## Choose the basis before the functional

For this disiloxane with a boron–phosphorus group, the basis set can change the computed magnetisability far more than the functional does. At B3LYP, basis sets without polarisation functions give values 13 to 18 % more negative than IGLO-II, whereas eight functionals in one common basis differ by only 3 %. Even the polarised sets still differ among themselves by about 5 %. The first effort should therefore go into a basis that lets the electrons respond properly to the field.

Isotropic magnetisability and molar susceptibility (cgs convention) of H2B–PH–SiH2–O–SiH3, computed with PySCF 2.14.0 using GIAOs and density fitting at the Kohn–Sham DFT levels listed (functional/basis). All values are non-relativistic, for one gas-phase conformer at its PBE0-D3(BJ)/def2-SVP geometry, without vibrational averaging.

```
              level  magnetisability (1e-30 J/T^2)  susceptibility (1e-6 cm^3/mol)
       B3LYP/STO-3G                        -1201.0                          -72.33
     B3LYP/pcSseg-0                        -1186.9                          -71.48
        B3LYP/6-31G                        -1153.3                          -69.46
  B3LYP/aug-cc-pVDZ                        -1073.1                          -64.62
 BHandHLYP/pcSseg-1                        -1066.9                          -64.25
   wB97X-D/pcSseg-1                        -1062.3                          -63.97
     HSE06/pcSseg-1                        -1060.5                          -63.86
     B97-2/pcSseg-1                        -1057.7                          -63.69
    B3LYP/def2-SVPD                        -1053.9                          -63.47
 B3LYP/6-31++G(d,p)                        -1052.9                          -63.41
      BP86/pcSseg-1                        -1045.3                          -62.95
       KT2/pcSseg-1                        -1041.7                          -62.73
   HCTH407/pcSseg-1                        -1040.8                          -62.68
      BLYP/pcSseg-1                        -1036.4                          -62.41
B3LYP/6-311+G(2d,p)                        -1023.2                          -61.62
      B3LYP/IGLO-II                        -1020.1                          -61.43
```

The magnetisability is the magnetic moment induced per unit of field; the susceptibility is the same result expressed per mole. A negative sign means that the molecule is diamagnetic. The table contains two comparisons: B3LYP in eight basis sets, and eight other functionals in pcSseg-1. Each has to be read within itself, because a step from one to the other changes basis and functional together.

**Why the basis matters**

The total is what remains of two large opposing terms. The diamagnetic term depends on how far the electron density extends, and the paramagnetic term on how the orbitals adjust to the field. With 6-31G, taken about the centre of mass, they are −952.5 and +883.1 in the units of the susceptibility. Both are so large mainly because many electrons lie far from this common origin, and in the total the part that depends on the origin cancels. What the basis must still describe is the adjustment of the orbitals around the atoms and bonds. A shortfall there of only one per cent of the second term is already about 13 % of the total.

In 6-31G it is mainly this second term that is wrong. From 6-31G to IGLO-II the paramagnetic term rises by 8.4, while the diamagnetic term moves by only 0.4. So 6-31G already describes the extent of the density well, but not its response. STO-3G and pcSseg-0 miss both terms.

Theory explains the direction of the error. The neighbouring nuclei hinder the circulation of electrons around any one atom, and the orbitals adjust by mixing in functions of other shapes. This adjustment lowers the energy and contributes the positive, paramagnetic term. If the basis lacks the necessary shapes, the term tends to stay too small and the total too negative. This is a tendency rather than a strict bound, since the basis functions themselves depend on the field.

Diffuse functions alone do not bring a basis to the IGLO-II value. The set aug-cc-pVDZ contains them and is still 5 % more negative than IGLO-II, which does without them at nearly the same size. A likely but untested reason is that IGLO-II gives the valence shell more freedom. The set 6-311+G(2d,p) shares this feature and gives nearly the same value. A series of electric polarisabilities would behave differently: an electric field pulls on the outer edge of the density, and there diffuse functions are essential.

**What the functional adds**

In pcSseg-1 every hybrid gives a more negative value than every pure density functional (GGA), by about 21 × 10⁻³⁰ J/T² on average. BHandHLYP and BLYP show the effect most cleanly, because they differ mainly in that half of the exchange in BHandHLYP is exact. From BHandHLYP to BLYP the paramagnetic term rises by 2.4 in the units of the susceptibility, while the diamagnetic term moves by only 0.5. This fits a known tendency: pure functionals often place excited states too low, so that the field mixes them in too easily. The gaps between the highest occupied and lowest empty orbitals do not bear this out throughout, however: wB97X-D has the widest gap of the eight functionals, yet it is less negative than BHandHLYP. A line drawn through BLYP and BHandHLYP against this gap would make wB97X-D 19 units too negative.

A simple model draws a straight line between the magnetisabilities of these two functionals. For a fraction $a$ of exact exchange,

$$\xi(a)=\xi_{\mathrm{BLYP}}+\frac{a}{0.5}\,(\xi_{\mathrm{BHandHLYP}}-\xi_{\mathrm{BLYP}}),$$

where $\xi$ is the magnetisability. B3LYP has $a=0.2$, so its value in pcSseg-1 should be about −1036.4 + 0.4 × (−30.5) = −1048.6.

The two end points define the line, so only the other functionals test it. The other three hybrids are 8 to 12 units more negative than the line predicts, if HSE06 and wB97X-D are entered with their short-range fraction of exact exchange. The other three GGAs, at $a=0$, are 4 to 9 units more negative. This makes the estimate uncertain by about ten units. Even so, it lies some 30 units below B3LYP/IGLO-II. The estimated shift between the common basis and IGLO-II is thus about as large as the whole spread of the functionals. BLYP/pcSseg-1 comes within 2 % of B3LYP/IGLO-II probably because the two shifts partly cancel, and such agreement is no recommendation.

The output printed below gives both terms for every level and the test of the line.

**What to use**

- **A rough bulk susceptibility, to ten per cent:** any of the polarised sets should do, since at B3LYP they all lie within about 5 % of IGLO-II. The unpolarised sets do not meet this target.
- **A few per cent:** IGLO-II or 6-311+G(2d,p) is probably the better choice, because a basis that is too poor tends to give too negative a value and these two give the least negative ones. They agree to 0.3 %, which is encouraging but does not establish the basis-set limit. The choice of functional still leaves about 3 % open.
- **One per cent:** none of these levels is shown to be that accurate. It would take a larger basis and a more accurate reference to judge the functional, and molecular vibration and other conformers would have to be included.

The better basis is affordable for a molecule of this size. IGLO-II has roughly 200 functions against about 70 in 6-31G, which by scaling alone means some 7 to 20 times the work. It is no larger than aug-cc-pVDZ, so the number of functions alone does not decide the result. A GGA saves effort in another way: its magnetic response follows in one step, whereas a hybrid needs an iterative solution. That saving is useful for screening many molecules, provided that all are treated in the same polarised basis.

The analysis program printed:

```
Levels compared:
                  row  excess over B3LYP/IGLO-II in %  mean diamagnetic 1e-6 cm^3/mol  mean paramagnetic 1e-6 cm^3/mol  anisotropy 1e-30 J/T^2
         B3LYP/STO-3G                           17.73                          -943.9                            871.6                   315.2
       B3LYP/pcSseg-0                           16.35                          -956.7                            885.2                   370.8
          B3LYP/6-31G                           13.06                          -952.5                            883.1                   359.1
    B3LYP/aug-cc-pVDZ                           5.196                          -953.3                            888.6                   331.7
   BHandHLYP/pcSseg-1                           4.588                          -953.5                            889.2                   321.8
     wB97X-D/pcSseg-1                           4.137                          -952.5                            888.6                   330.5
       HSE06/pcSseg-1                            3.96                          -952.8                              889                     340
       B97-2/pcSseg-1                           3.686                          -952.5                            888.8                   325.3
      B3LYP/def2-SVPD                           3.313                          -953.2                            889.8                   329.6
   B3LYP/6-31++G(d,p)                           3.215                            -953                            889.6                   330.4
        BP86/pcSseg-1                            2.47                          -953.2                            890.2                   340.4
         KT2/pcSseg-1                           2.117                            -952                            889.3                   340.3
     HCTH407/pcSseg-1                           2.029                          -952.8                            890.1                   327.7
        BLYP/pcSseg-1                           1.598                            -954                            891.6                   330.2
  B3LYP/6-311+G(2d,p)                          0.3039                            -953                            891.4                   321.6
        B3LYP/IGLO-II                               0                          -952.9                            891.5                   321.7
Change from 6-31G to 6-31++G(d,p), 1e-30 J/T^2: 100.4
Diamagnetic change from 6-31G to IGLO-II, 1e-6 cm^3/mol: -0.3943
Paramagnetic change from 6-31G to IGLO-II, 1e-6 cm^3/mol: 8.424
Span of the eight functionals, 1e-30 J/T^2: 30.5
Span of the eight functionals, % of their mean size: 2.901
Mean of hybrids less mean of GGAs, 1e-30 J/T^2: -20.8
Span within the four GGAs, 1e-30 J/T^2: 8.9
Paramagnetic change from BHandHLYP to BLYP, 1e-6 cm^3/mol: 2.386
Diamagnetic change from BHandHLYP to BLYP, 1e-6 cm^3/mol: -0.5463
Estimated B3LYP/pcSseg-1 from the exchange line, 1e-30 J/T^2: -1049
That estimate less B3LYP/IGLO-II, 1e-30 J/T^2: -28.5
Exchange line less computed, B97-2, 1e-30 J/T^2: 8.49
Exchange line less computed, HSE06, 1e-30 J/T^2: 8.85
Exchange line less computed, wB97X-D, 1e-30 J/T^2: 12.48
Gap line less computed, B97-2, 1e-30 J/T^2: 7.645
Gap line less computed, HSE06, 1e-30 J/T^2: 14.94
Gap line less computed, wB97X-D, 1e-30 J/T^2: -18.83
Basis functions in IGLO-II, rough count: 197
Basis functions in aug-cc-pVDZ, rough count: 199
Rough cost of IGLO-II over 6-31G if cost grows as the square: 7.283
Rough cost of IGLO-II over 6-31G if cost grows as the cube: 19.65
```
